HOW FAR DOES ETHANE ⇌ ETHYLENE + HYDROGEN MOVE WHEN ONE THING IS CHANGED?

A closed sample of ethane near 1000 K has come to equilibrium by the single reaction C₂H₆ ⇌ C₂H₄ + H₂. We change one thing at a time: the temperature, the pressure, an added gas, the molecule itself. Which way does the equilibrium move, how far, and what happens to the heat capacity and the compressibility? At each "Predict", settle on an answer before reading on.

1. Conventions and inputs

Amounts n_i count molecules per alkane molecule fed, and all extensive quantities are per alkane fed. n_i = n_i⁰ + ν_i ξ, with ν = −1, +1, +1 for C₂H₆, C₂H₄, H₂ and ν = 0 for a spectator gas. The extent ξ is then the conversion. n = Σ n_i includes spectators, Δν = Σ ν_i = 1, k is Boltzmann's constant and P° = 1 bar = 6.24×10⁻⁴ eV/nm³. For X = G, H, S, V, ΔX means (∂X/∂ξ) at fixed T and P. In an ideal gas mixture ΔH equals the standard reaction enthalpy and ΔV = Δν kT/P.

Approximate inputs at 1000 K: ΔH = 1.49 eV; K = 1/3, a round value chosen to give the typical conversion of about one half at 1 bar; heat capacities at constant pressure of 14.7 k (C₂H₆), 11.3 k (C₂H₄), 3.6 k (H₂). Then kT = 0.08617 eV, ΔG° = −kT ln K = 0.095 eV, ΔH/kT = 17.29, (ΔH/kT)² = 299 and ΔV = 138 nm³ at 1 bar. Second virial coefficients here are typically a few hundredths of a nm³ per molecule, negligible beside 138 nm³. All results are the model's; a third figure serves only to compare linear and finite shifts.

2. The response formulas

Equilibrium at fixed T and P minimises G(T, P, ξ), so ΔG = 0, and it is stable if G_ξξ = ∂²G/∂ξ² > 0. After a small change ΔG must still vanish. Since ∂G/∂T = −S and ∂G/∂P = V,

0 = −ΔS dT + ΔV dP + G_ξξ dξ.

Predict: how can ΔS be removed?

At equilibrium ΔG = ΔH − TΔS = 0, so ΔS = ΔH/T, and

(1) (∂ξ/∂T)_P = ΔH/(T G_ξξ),  (∂ξ/∂P)_T = −ΔV/G_ξξ.

"Frozen" means differentiated at fixed ξ, "eq" means that ξ follows (1). With C_P = dH/dT, Vκ = −dV/dP (isothermal) and Vα = dV/dT, the chain rule adds ΔH ∂ξ/∂T, −ΔV ∂ξ/∂P and ΔV ∂ξ/∂T:

(2) C_P(eq) − C_P(frozen) = ΔH²/(T G_ξξ),
V[κ(eq) − κ(frozen)] = ΔV²/G_ξξ,
V[α(eq) − α(frozen)] = ΔH ΔV/(T G_ξξ).

The first two excesses cannot be negative in a stable state; the third has the sign of ΔH ΔV.

For ideal gases μ_i = μ_i°(T) + kT ln(n_i P/(n P°)), so

(3) ΔG = ΔG° + kT[Σ ν_i ln n_i − Δν ln n + Δν ln(P/P°)].

With dn_i/dξ = ν_i and dn/dξ = Δν,

(4) G_ξξ = kT[Σ ν_i²/n_i − Δν²/n].

The Cauchy–Schwarz inequality applied to Δν = Σ (ν_i/√n_i)·√n_i gives Δν² ≤ n Σ ν_i²/n_i. Equality needs ν_i proportional to n_i for all species, which is impossible when the ν_i have both signs, so G_ξξ is strictly positive.

3. The reference state

Pure ethane feed gives amounts 1 − ξ, ξ, ξ and n = 1 + ξ. Setting (3) to zero gives ξ²/(1 − ξ²) = K P°/P, that is ξ² = K/(K + P/P°), and ξ = 0.5 at 1 bar. From (4),

G_ξξ = kT[1/(1 − ξ) + 2/ξ − 1/(1 + ξ)] = kT/s,  s = ξ(1 − ξ²)/2.

Call s = kT/G_ξξ the softness. Here s = 0.1875 and G_ξξ = 0.4596 eV. The softness vanishes at ξ = 0 and ξ = 1 and peaks where 1 − 3ξ² = 0, at ξ = 0.577, with s = 0.19245.

Predict: rank the relative increases of κ, α and C_P on unfreezing.

With Δν = 1, V = n kT/P, κ(frozen) = 1/P and α(frozen) = 1/T, (2) becomes

PΔκ = s/n,  TΔα = (ΔH/kT) s/n,  ΔC_P = k (ΔH/kT)² s.

The large number ΔH/kT enters to the power zero, one and two. With s/n = 0.125, κ rises by 12.5 per cent and Tα goes from 1 to 3.16. The reactive heat capacity is 299 × 0.1875 k = 56.1 k, or 4.83 meV/K, beside a frozen value of 0.5 × (14.7 + 11.3 + 3.6) k = 14.8 k. The total, 70.9 k, is 4.8 times the frozen value: most of the heat supplied drives the reaction.

4. Change one: heat by 50 K at 1 bar

Predict: the sign, and whether ξ moves by nearer 0.01, 0.1 or 0.5.

The reaction is endothermic, so ξ rises. A 5 per cent change in T is multiplied by ΔH/kT and by a softness near 0.2, which suggests somewhat under 0.2. From (1), ∂ξ/∂T = (ΔH/kT) s/T = 3.24×10⁻³ per K, and 50 K gives +0.162.

For the finite step integrate the van 't Hoff equation d ln K/dT = ΔH/(kT²) at constant ΔH: ln K rises by 17.29 × 50/1050 = 0.823, K = 0.759, ξ = 0.657, a shift of +0.157. The linear estimate overshoots because it takes the rise of ln K as 17.29 × 50/1000 = 0.865; the softness hardly changes, since ξ crosses its peak and ends at s = 0.187. The neglected drift of ΔH comes from Δc = (11.3 + 3.6 − 14.7) k = 0.2 k and adds (Δc/k)[ln(T/T₀) − 1 + T₀/T] = 0.0002 to ln K, with T₀ = 1000 K and T = 1050 K, which is negligible beside 0.823.

5. Change two: double the pressure at 1000 K

Predict: the sign, and whether doubling P does more or less than the 50 K step.

ΔV > 0, so ξ falls. Written per unit of ln P, (1) reads ∂ξ/∂ln P = −PΔV/G_ξξ = −s, with no factor ΔH/kT. Doubling changes ln P by 0.693, less than the 0.823 by which heating changed ln K, so the effect is a little smaller. Linearly in ln P it is −0.1875 × 0.693 = −0.130. The closed form gives ξ² = 1/7, ξ = 0.378, a shift of −0.122, smaller because s declines along the way.

Predict: does the reactive heat capacity rise or fall?

Moving from 0.5 to 0.378 leads away from the peak at 0.577. The softness drops to 0.162 and ΔC_P to 48.4 k. The largest value at 1000 K, 57.5 k, occurs where ξ² = 1/3, at P = 2K P° = 0.667 bar.

The heating that cancels the doubling must double K: 17.29 × (1 − 1000 K/T) = ln 2 gives T = 1042 K. A factor of two in pressure is worth 42 K.

6. Change three: add nitrogen

Treat N₂ as a spectator, m molecules per ethane fed.

Predict: the sign at fixed total pressure, then at fixed volume.

A spectator enters (3) only through n, so ∂ΔG/∂m = −Δν kT/n. The argument of section 2 gives, at fixed T and P,

∂ξ/∂m = Δν s/n = +0.125.

At fixed volume P/n = kT/V, the combination −ln n + ln P in (3) no longer depends on m, and ξ does not move. Dilution acts only by letting the vessel expand.

For finite m at 1 bar, 3ξ² = (1 − ξ)(1 + m + ξ). With m = 0.1, ξ = 0.5121: a shift of +0.0121 against the linear +0.0125. With m = 1 the equation is 4ξ² + ξ − 2 = 0 and ξ = 0.593: +0.093 against +0.125. The slope decays mainly because it carries 1/n, and n has grown from 1.5 to 2.593. At m = 1, (4) gives G_ξξ/kT = 2.457 + 3.372 − 0.386 = 5.444 (summed before rounding), so ΔC_P = 54.9 k, close to the undiluted 56.1 k.

7. Change four: add hydrogen, up to a hydrogen carrier

Add h extra H₂ per ethane fed at fixed T and P.

Predict: hydrogen is a product, but it also dilutes. Which role wins?

From (3), ∂ΔG/∂h = kT(1/n_H₂ − Δν/n). The first term is mass action, the second is the dilution of section 6. Because Δν = 1 and n_H₂ < n, mass action always wins for this reaction:

∂ξ/∂h = −s(1/n_H₂ − 1/n) = −0.1875 × (2 − 0.667) = −0.250.

For h = 0.1, 3ξ(ξ + h) = (1 − ξ)(1 + h + ξ) gives ξ = 0.4768, a shift of −0.0232 against the linear −0.0250. A small dose of hydrogen pushes back twice as hard as the same dose of nitrogen pushes forward.

The limit of large h is met in silicon carbide epitaxy, where ethylene or propane is typically fed as the carbon source at a mole fraction of order 10⁻³ in hydrogen at about 0.1 bar, and passes 1000 K as it heats up. Count per C₂ unit and let ξ be the fraction present as ethylene.

Predict: does unlimited hydrogen drive ξ to zero?

It does not, since the partial pressure of hydrogen cannot exceed P. For large h, n_H₂/n tends to 1 and (3) gives ξ/(1 − ξ) = K P°/P. In (4), 1/n_H₂ − 1/n is of order 1/h² and drops out, leaving s = ξ(1 − ξ), the form for a two-state system. At 1 bar ξ = 0.25. At 0.1 bar ξ = 0.769, s = 0.178, ∂ξ/∂T = 3.07×10⁻³ per K and ΔC_P = 53.1 k per C₂ unit. The composition is nearly as sensitive to temperature as in pure ethane, but with 10⁻³ C₂ units per H₂ the reactive part is 0.053 k per H₂, 1.5 per cent of the carrier's 3.6 k.

8. Change five: replace one H of ethane by CH₃

Propane gives C₃H₈ ⇌ C₃H₆ + H₂ with the same ν_i, so section 3 carries over. Approximate inputs at 1000 K are ΔH = 1.34 eV and K = 3, the latter again a round value chosen near the typical one.

Predict: ΔH is 10 per cent lower. Is ΔC_P at 1 bar lower by about 10, 20 or 50 per cent?

Two factors act. The square of the enthalpy gives (1.34/1.49)² = 0.81. The larger K also moves the mixture past the softness peak: ξ² = 3/4, ξ = 0.866, s = 0.108, a factor 0.58. Together they give 0.47. In numbers, ΔH/kT = 15.55, its square is 241.8, ΔC_P = 26.2 k and ∂ξ/∂T = 1.68×10⁻³ per K. Compressing to 9 bar restores K P°/P = 1/3 and ξ = 0.5, which leaves only the enthalpy factor: 45.3 k. The position on the conversion curve matters more here than the reaction enthalpy.

9. What the five changes share

Change | driving term | linear shift of ξ | finite shift
T + 50 K | ΔH > 0 | +0.162 | +0.157
P × 2 | ΔV > 0 | −0.130 | −0.122
0.1 N₂ at fixed P | Δν/n | +0.0125 | +0.0121
N₂ at fixed V | none | 0 | 0
0.1 H₂ at fixed P | 1/n_H₂ − 1/n | −0.0250 | −0.0232

For a change of any variable y that enters ΔG, dξ = −(∂ΔG/∂y) dy/G_ξξ. The sign comes from the numerator alone, because G_ξξ > 0, and the size from the numerator divided by the one curvature. The change of molecule alters both.

These are the model's numbers for a constrained equilibrium. Real ethane or ethylene near 1000 K is typically unstable towards methane and solid carbon, so the figures describe the ethane–ethylene pair only while those routes are slow. They also need time for this reaction itself: a gas heated or compressed faster than ξ can relax, as may happen in a fast carrier flow without a catalyst, shows the frozen C_P, κ and α, and the reactive parts computed here are then absent.